## What is computed

The HOMO is the highest occupied orbital energy of a molecule and the LUMO the lowest empty one, each taken here over both spins; the HOMO–LUMO gap is their difference. They come from density-functional calculations on the cluster Ga₃, which has one unpaired electron. As far as the orbitals are concerned, only the exact exchange changes along the series: a growing share of PBE exchange is replaced, while the geometry stays fixed. Spin squared measures the purity of the spin state and is 0.75 for a pure doublet.

Ansatz 0.2.0, unrestricted Kohn–Sham calculations with the def2-TZVP basis on neutral Ga₃ (spin multiplicity 2), using PBE with the listed share of exact exchange at a fixed PBE-D4/def2-TZVP geometry. HOMO and LUMO are taken over both spins, and spin squared is in units of ħ².

```tsv
exact exchange (%)	homo (eV)	lumo (eV)	homo lumo gap (eV)	spin squared
0	-4.123	-3.671	0.452	0.757
5	-4.261	-3.527	0.734	0.759
10	-4.399	-3.383	1.016	0.761
15	-4.538	-3.238	1.299	0.764
25	-4.817	-2.976	1.841	0.770
35	-5.099	-2.727	2.372	0.778
50	-5.573	-2.346	3.228	0.946
```

## A straight trend with a bend

Each percentage point of exact exchange opens the gap by roughly 0.05 to 0.06 eV. Both edges contribute about equally: from 0 to 35 % the HOMO falls by 0.98 eV and the LUMO rises by 0.94 eV.

The LUMO doesn't keep its pace, however. It climbs by about 29 meV per percentage point up to 15 %, but by only 25 between 25 and 35 %. The HOMO shows no such slowing. What happens to the LUMO between 15 and 25 %?

## Why orbital energies follow the share

Let a be the share in percent, v the PBE exchange potential and K the exact exchange operator. The exchange part of the orbital equation is then (1 − a/100)·v + (a/100)·K. If the orbitals hardly change their shapes, the energy ε of each moves along a straight line:

ε(a) = ε(0) + (a/100)·⟨K − v⟩

The angle brackets mean the average over that orbital, so each orbital has its own slope.

The sign of the slope depends on whether the orbital is filled. In PBE an electron still partly repels itself. Exact exchange removes this self-repulsion, and filled levels sink. An electron in an empty orbital should feel the repulsion of all the electrons already present, yet the PBE potential attracts it almost as if it were one of them. Exact exchange withdraws much of that attraction, and empty levels rise.

## First explanation: diminishing returns

It is tempting to see the bend as saturation: the orbitals adapt, and each further portion of exact exchange achieves less. A parabola fitted to the six LUMO values from 0 to 35 % seems to agree, with a typical miss of only 0.002 eV. Yet the LUMO column itself gives a hint against it: the rise holds steady up to 15 %, where a parabola would already be flattening.

The separate orbital energies of the same calculations settle the matter. Two kinds of empty level compete for the place of LUMO: a single spin-down level and a nearly degenerate pair of spin-up levels. The single level rises by 28.8 meV per percentage point below 15 % and by 28.9 above; for the pair the two slopes are 24.8 and 24.9. Neither level tires, so saturation isn't what bends the LUMO.

## Second explanation: a spoiled spin state

All these calculations carry some spin contamination, an admixture of states of higher spin, and it grows with the share. If it caused the bend, the two should appear together. Yet spin squared only creeps from 0.764 at 15 % to 0.778 at 35 %, and the two competing levels keep their slopes all the while.

The jump comes later, to 0.946 at 50 %, where the HOMO also falls faster than before. The calculation may have reached a different or a more strongly spin-polarised state there; these data don't identify it. That row is therefore no evidence for or against an explanation of the bend.

## Third explanation: two levels trade places

The LUMO is by definition whichever empty level lies lowest. At 0 % this is the single spin-down level, with the spin-up pair 0.074 eV above it. Because the single level rises faster, its lead shrinks to 0.014 eV at 15 %. At 35 % the order is reversed, and the pair lies 0.067 eV below.

The simple model draws one straight line for each level through its energies at 0 and 15 %, and takes the lower line as the LUMO. The lines cross near 18 %. The value at 25 % was not used to draw them, so it is a real test:

- The pair starts at −3.671 + 0.074 = −3.597 eV and reaches −3.597 + 25 × 0.0248 = −2.977 eV.
- The single level reaches −3.671 + 25 × 0.0288 = −2.951 eV.

The calculated LUMO is −2.976 eV, on the line of the pair. That the pair is the LUMO at this share is inferred from the match; at 35 % the orbital energies show it directly. There the model is again right to about 0.001 eV, as the printed analysis below confirms.

The bend is thus a change of identity. Each level moves almost evenly, and only the label LUMO passes from one to the other. The same geometry holds wherever empty levels rise along straight lines: the lowest of them can only lose slope at a crossing, because the slower level always takes over from the faster one.

## Why the pair rises more slowly

The single level is evidently the empty spin-down partner of the orbital that holds the unpaired spin-up electron, since it has no counterpart among the low spin-up levels. It therefore differs from the pair in two ways, in spin and in shape. The pair also exists in a spin-down copy, recognisable by its near-degeneracy, and this copy lets the two effects be told apart.

Spin comes first. Exchange acts only between electrons of like spin and lowers the energy. A spin-up level has one more such partner than a spin-down level, namely the unpaired electron. Exact exchange makes more of this advantage than PBE does: the splitting between the two copies of the pair grows from 0.27 eV at 0 % to 0.34 eV at 35 %. This holds the spin-up pair back by about 2 meV per percentage point.

Shape accounts for a further 2 meV per percentage point, the difference between the single level and the pair of the same spin. Theory gives the reason only in general terms: the slope is the average of K − v over the orbital, and both parts depend on where the orbital lies relative to the filled ones. Which feature of the shape matters most here can't be read from the orbital energies alone. Together the two effects make up the difference of 4 meV that brings the levels to a crossing.

## What the crossing means for the gap

Beyond the crossing, the gap opens more slowly because its upper edge belongs to a slower level. Had the single spin-down level remained the LUMO, the gap at 35 % would be 0.067 eV wider. That is small beside the gap of 2.372 eV, but the change in character is complete: the LUMO is now a different orbital, and of the opposite spin. Where an added electron would really go is a separate question, because the other electrons respond to it; that takes calculations on the anion. A smooth curve of LUMO energies is no assurance that one orbital lies behind it.

The analysis program printed:

```
fit of lumo on 6 rows (exact_exchange < 40): constant -3.673 +/- 0.0025, coefficient of exact_exchange 0.03006 +/- 0.00036, coefficient of share2 -8.658e-05 +/- 9.8e-06; rms 0.00205, worst 15 -0.0034, leave-one-out rms 0.00406
  rows outside the fit (model, value, miss): 50 -2.386, -2.346, -0.0404
Slopes from the row before in meV per % and tests of the lines in eV:
  row  HOMO slope  LUMO slope  gap slope  spin squared excess  crossing model LUMO  crossing model miss  single level miss
    0         n/a         n/a        n/a                0.007               -3.671             -3.4e-05           -3.4e-05
    5       -27.6        28.8       56.4                0.009               -3.527             0.000184           0.000184
   10       -27.6        28.8       56.4                0.011               -3.383             0.000402           0.000402
   15       -27.8          29       56.6                0.014               -3.238             -0.00038           -0.00038
   25       -27.9        26.2       54.2                 0.02               -2.977           -0.0005137            0.02606
   35       -28.2        24.9       53.1                0.028               -2.728            -0.001406            0.06549
   50       -31.6        25.4      57.07                0.196               -2.356             -0.01025             0.1171
rms miss of the crossing model for 0 to 35 % in eV: 0.0006561
slope of single spin-down level from 0 to 15 % in meV per %: 28.84
slope of single spin-down level from 15 to 35 % in meV per %: 28.93
slope of spin-up pair from 0 to 15 % in meV per %: 24.81
slope of spin-up pair from 15 to 35 % in meV per %: 24.89
spin-up pair above single spin-down level at 0 % in eV: 0.07425
spin-up pair above single spin-down level at 15 % in eV: 0.01376
spin-up pair above single spin-down level at 35 % in eV: -0.06718
interpolated share where the two levels cross in %: 18.41
spin splitting of the pair at 0 % in eV: 0.2719
spin splitting of the pair at 35 % in eV: 0.344
slope difference from spin (spin-down pair less spin-up pair) from 0 to 35 % in meV per %: 2.06
slope difference from orbital (single spin-down level less spin-down pair) from 0 to 35 % in meV per %: 1.981
fall of the HOMO from 0 to 35 % in eV: 0.976
rise of the LUMO from 0 to 35 % in eV: 0.944
```
